**Coherent and incoherent photon scattering by Pr²⁺: limits and shell models**

The table holds coherent (Thomson times squared form factor) and incoherent (Klein-Nishina times incoherent function) cross sections of Pr²⁺ from 1 keV to 1 MeV, from a configuration-averaged Dirac-Fock density without anomalous dispersion. The program tests, with no fitted parameter, the small-momentum law, the approach to $E^{-2}$, a Slater-screened shell model, a single exponential cloud and the ratio to 57 free Klein-Nishina electrons. The small-momentum law meets the 1 keV coherent value to 0.2 %, the shell model stays within 10 % of every coherent value, and the single cloud falls 85 % short at 1 MeV. The incoherent ratio to free electrons rises from 0.018 to 0.993, and a diagonal model without Pauli blocking overshoots the low rows by up to 78 %. The interpolated energies of the incoherent peak and of the crossing of the two curves are rough.

Calculated values. Coherent (Thomson times form factor squared) and incoherent (Klein-Nishina times Waller-Hartree incoherent function) photon cross sections of Pr²⁺, [Xe] 4f³, from Radial Dirac-Fock and Kohn-Sham solver 3. Dirac-Fock average of configuration with spherical density and finite nucleus (rms radius 4.8919 fm); no anomalous dispersion.

## Numerical check

```python
# Table: coherent (Thomson x F^2) and incoherent (Klein-Nishina x S) cross sections of Pr2+ [Xe]4f3 vs photon
# energy; radial Dirac-Fock solver, configuration average, no anomalous dispersion.
# Tested: low- and high-energy limits, unfitted Slater-shell model, one-length cloud, ratio to 57 x Klein-Nishina.
T = {
    'photon_energies': [1000, 2000, 5000, 17480, 30000, 100000, 200000, 1000000],  # eV
    'coherent_cross_section': [2088, 1905, 1299, 412.1, 204.4, 29.9, 8.644, 0.3915],  # b
    'incoherent_cross_section': [0.6898, 2.237, 7.023, 17.44, 21.66, 24.64, 21.88, 11.96],  # b
}
import numpy as np
from scipy.constants import physical_constants as pc, alpha
from scipy.integrate import trapezoid
from scipy.interpolate import PchipInterpolator
E = np.array(T['photon_energies'], float)
C = np.array(T['coherent_cross_section'], float); I = np.array(T['incoherent_cross_section'], float)
Z, N = 59, 57
R, R4f = 42.5129, 1.54063  # bohr^2: sum of <r^2> and 4f <r^2>, further outputs of the same run
re2 = pc['classical electron radius'][0]**2*1e28; sT = 8*np.pi/3*re2
mc2 = pc['electron mass energy equivalent in MeV'][0]*1e6
kk = lambda e: e*alpha/pc['Hartree energy in eV'][0]; k = kk(E)
# Slater groups 1s,2sp,3sp,3d,4sp,4d,4f,5sp: occupation, n*, screening by Slater's rules
occ = np.array([2, 8, 8, 10, 8, 10, 3, 8.]); ns = np.array([1, 2, 3, 3, 3.7, 3.7, 3.7, 4.])
scr = np.array([.3, 7*.35+2*.85, 7*.35+8*.85+2, 9*.35+18, 7*.35+18*.85+10, 9*.35+36, 2*.35+46, 7*.35+21*.85+28])
zeta = (Z-scr)/ns; r2 = (2*ns+1)*(2*ns+2)/(4*zeta**2)
def f(q):
    x = q[None, :]/(2*zeta[:, None]); n = ns[:, None]
    return (1+x*x)**(-n)*np.sin(2*n*np.arctan(x))/(2*n*x)
Fs = lambda q: occ@f(q)
F1 = lambda q: N/(1+q*q*R/(12*N))**2
u = np.geomspace(1e-12, 2, 4000)  # u = 1 - cos(theta)
coh = lambda e, F, pol=True: np.pi*re2*trapezoid((1+(1-u)**2 if pol else 2)*F(kk(e)*np.sqrt(2*u))**2, u)
def inc(e, mode):
    P = 1/(1+e/mc2*u); w = np.pi*re2*P*P*(P+1/P-u*(2-u))
    if mode == 'free': return trapezoid(w, u)
    q = kk(e)*np.sqrt((1-P)**2+2*P*u if mode == 'inel' else 2*u)
    return trapezoid(w*(N-occ@f(q)**2), u)
sl = lambda y: np.r_[np.nan, np.diff(np.log(y))/np.diff(np.log(E))]
fl = lambda y: 50*10**(np.floor(np.log10(y))-3)/y
Cs = np.array([coh(e, Fs) for e in E]); C1 = np.array([coh(e, F1) for e in E]); C0 = np.array([coh(e, Fs, False) for e in E])
KN = np.array([inc(e, 'free') for e in E]); Ia = np.array([inc(e, 'inel') for e in E]); Ib = np.array([inc(e, 'el') for e in E])
qq = np.geomspace(1e-4, 1e5, 20000); Js, J1 = (trapezoid(F(qq)**2*qq, qq) for F in (Fs, F1))
low = sT*N*N*(1-2*k*k*R/(3*N)); J = k*k*C/(2*np.pi*re2); rat = I/(N*KN); Reff = 3*I/(2*k*k*sT)
print(f"sigma_T {sT:.4f} b; N^2 sigma_T: {sT*N*N:.0f} b (57 e), {sT*Z*Z:.0f} b (59 e); coh first/last {C[0]/C[-1]:.0f}")
print(f"rounding floor: coh {fl(C).min():.3f}-{fl(C).max():.3f} %, inc {fl(I).min():.3f}-{fl(I).max():.3f} %")
for i in range(3): print(f"small-k law at {E[i]:.0f} eV: {low[i]:.0f} b vs {C[i]:.0f} b ({100*(low[i]/C[i]-1):+.1f} %); drop term {2*k[i]**2*R/(3*N):.3f}")
print(f"small-k law with 59 e, same R, first row: {sT*Z*Z*(1-2*k[0]**2*R/(3*Z)):.0f} b")
print(f"Slater sum <r2> {occ@r2:.1f} vs run {R:.1f}; 4f <r2> {r2[6]:.2f} vs run {R4f:.2f} bohr^2")
print("Slater rms radii 1s,2sp,3sp,3d,4sp,4d,4f,5sp (bohr):", ' '.join(f"{x:.3f}" for x in np.sqrt(r2)))
print("COH: E/eV, 2k/bohr^-1, sqrt(sig/sT), slope from prev row (table, shells, one-length), err % (shells, one-length)")
for i in range(len(E)): print(f"{E[i]:8.0f} {2*k[i]:7.2f} {np.sqrt(C[i]/sT):6.2f} {sl(C)[i]:6.2f} {sl(Cs)[i]:6.2f} {sl(C1)[i]:6.2f} {100*(Cs[i]/C[i]-1):+6.1f} {100*(C1[i]/C[i]-1):+6.1f}")
print(f"SATURATION J=k^2 sig/(2 pi re^2), bohr^-2; limits: shells {Js:.0f}, one-length {J1:.0f}")
print("E/eV, J table, J/J(last), shell model: cut-off fraction, angular factor; max free recoil/eV")
for i in range(len(E)): print(f"{E[i]:8.0f} {J[i]:8.0f} {J[i]/J[-1]:6.3f} {k[i]**2*C0[i]/(2*np.pi*re2*Js):6.3f} {Cs[i]/C0[i]:6.3f} {2*E[i]**2/(mc2+2*E[i]):10.1f}")
print("INC: E/eV, KN/sT, 57KN/b, table/57KN, slopes (table, ratio, KN), diagonal-model err % (recoil q, elastic q), inc/coh")
for i in range(len(E)): print(f"{E[i]:8.0f} {KN[i]/sT:6.3f} {N*KN[i]:6.2f} {rat[i]:6.3f} {sl(I)[i]:5.2f} {sl(rat)[i]:5.2f} {sl(KN)[i]:5.2f} {100*(Ia[i]/I[i]-1):+6.1f} {100*(Ib[i]/I[i]-1):+6.1f} {I[i]/C[i]:8.4f}")
R0 = Reff[0]+(Reff[0]-Reff[1])*k[0]**2/(k[1]**2-k[0]**2)
print(f"R_eff=3 sig/(2k^2 sT): {Reff[0]:.1f}, {Reff[1]:.1f} bohr^2 (rows 1,2); crude E->0 {R0:.1f}; /R: {Reff[0]/R:.2f}, {R0/R:.2f}")
print("deficit 57KN - table (b):", ' '.join(f"{x:.2f}" for x in N*KN-I), "(table rounding 0.005 b in upper rows)")
g = PchipInterpolator(np.log(E), np.log(rat/(1-rat))); eg = np.geomspace(E[4], E[6], 60)
ig = np.array([N*inc(e, 'free') for e in eg])/(1+np.exp(-g(np.log(eg))))
print(f"rough interpolated inc peak: {eg[ig.argmax()]/1e3:.0f} keV, {ig.max():.1f} b; highest sampled {E[I.argmax()]/1e3:.0f} keV")
print(f"rough log-interpolated crossover: {np.exp(np.interp(0, np.log(I/C), np.log(E)))/1e3:.0f} keV")
for nm, m, t in (('coh shells', Cs, C), ('coh one-length', C1, C), ('inc diagonal', Ia, I)):
    j = np.abs(m/t-1).argmax(); print(f"worst row {nm}: {E[j]:.0f} eV, {100*(m[j]/t[j]-1):+.1f} %")
assert np.all(np.diff(sl(C)[1:]) < 0) and -2 < sl(C)[-1] and sl(C)[1] < 0
assert np.all(np.diff(rat) > 0) and rat[-1] < 1
assert abs(low[0]/C[0]-1) < 0.01
assert 1 < sl(I)[1] < 2 and Reff[0] < R
```

It prints:

```
sigma_T 0.6652 b; N^2 sigma_T: 2161 b (57 e), 2316 b (59 e); coh first/last 5333
rounding floor: coh 0.006-0.038 %, inc 0.007-0.042 %
small-k law at 1000 eV: 2084 b vs 2088 b (-0.2 %); drop term 0.036
small-k law at 2000 eV: 1852 b vs 1905 b (-2.8 %); drop term 0.143
small-k law at 5000 eV: 229 b vs 1299 b (-82.4 %); drop term 0.894
small-k law with 59 e, same R, first row: 2236 b
Slater sum <r2> 41.0 vs run 42.5; 4f <r2> 1.79 vs run 1.54 bohr^2
Slater rms radii 1s,2sp,3sp,3d,4sp,4d,4f,5sp (bohr): 0.030 0.100 0.235 0.297 0.526 0.828 1.337 1.773
COH: E/eV, 2k/bohr^-1, sqrt(sig/sT), slope from prev row (table, shells, one-length), err % (shells, one-length)
    1000    0.54  56.02    nan    nan    nan   +0.1   -0.1
    2000    1.07  53.51  -0.13  -0.13  -0.14   +0.3   -0.9
    5000    2.68  44.19  -0.42  -0.42  -0.59   +0.3  -15.0
   17480    9.38  24.89  -0.92  -0.90  -1.49   +2.7  -58.5
   30000   16.09  17.53  -1.30  -1.35  -1.84   -0.0  -69.0
  100000   53.63   6.70  -1.60  -1.63  -1.96   -4.3  -79.9
  200000  107.27   3.60  -1.79  -1.83  -1.99   -6.7  -82.5
 1000000  536.35   0.77  -1.92  -1.94  -2.00   -9.9  -84.6
SATURATION J=k^2 sig/(2 pi re^2), bohr^-2; limits: shells 51250, one-length 8712
E/eV, J table, J/J(last), shell model: cut-off fraction, angular factor; max free recoil/eV
    1000      301  0.005  0.009  0.667        3.9
    2000     1098  0.019  0.032  0.667       15.5
    5000     4681  0.083  0.135  0.678       96.0
   17480    18150  0.322  0.501  0.725     1119.3
   30000    26516  0.470  0.674  0.768     3152.4
  100000    43098  0.764  0.911  0.883    28129.4
  200000    49838  0.883  0.973  0.932    87815.7
 1000000    56431  1.000  1.000  0.992   796495.8
INC: E/eV, KN/sT, 57KN/b, table/57KN, slopes (table, ratio, KN), diagonal-model err % (recoil q, elastic q), inc/coh
    1000  0.996  37.77  0.018   nan   nan   nan  +75.2  +75.7   0.0003
    2000  0.992  37.63  0.059  1.70  1.70 -0.01  +77.8  +78.5   0.0012
    5000  0.981  37.20  0.189  1.25  1.26 -0.01  +64.5  +65.3   0.0054
   17480  0.937  35.54  0.491  0.73  0.76 -0.04  +35.1  +36.0   0.0423
   30000  0.898  34.06  0.636  0.40  0.48 -0.08  +23.7  +24.4   0.1060
  100000  0.741  28.09  0.877  0.11  0.27 -0.16   +6.8   +7.1   0.8241
  200000  0.611  23.17  0.944 -0.17  0.11 -0.28   +2.8   +3.0   2.5312
 1000000  0.317  12.04  0.993 -0.38  0.03 -0.41   +0.3   +0.3  30.5492
R_eff=3 sig/(2k^2 sT): 21.6, 17.5 bohr^2 (rows 1,2); crude E->0 23.0; /R: 0.51, 0.54
deficit 57KN - table (b): 37.08 35.39 30.17 18.10 12.40 3.45 1.29 0.08 (table rounding 0.005 b in upper rows)
rough interpolated inc peak: 76 keV, 24.9 b; highest sampled 100 keV
rough log-interpolated crossover: 113 keV
worst row coh shells: 1000000 eV, -9.9 %
worst row coh one-length: 1000000 eV, -84.6 %
worst row inc diagonal: 2000 eV, +77.8 %
```
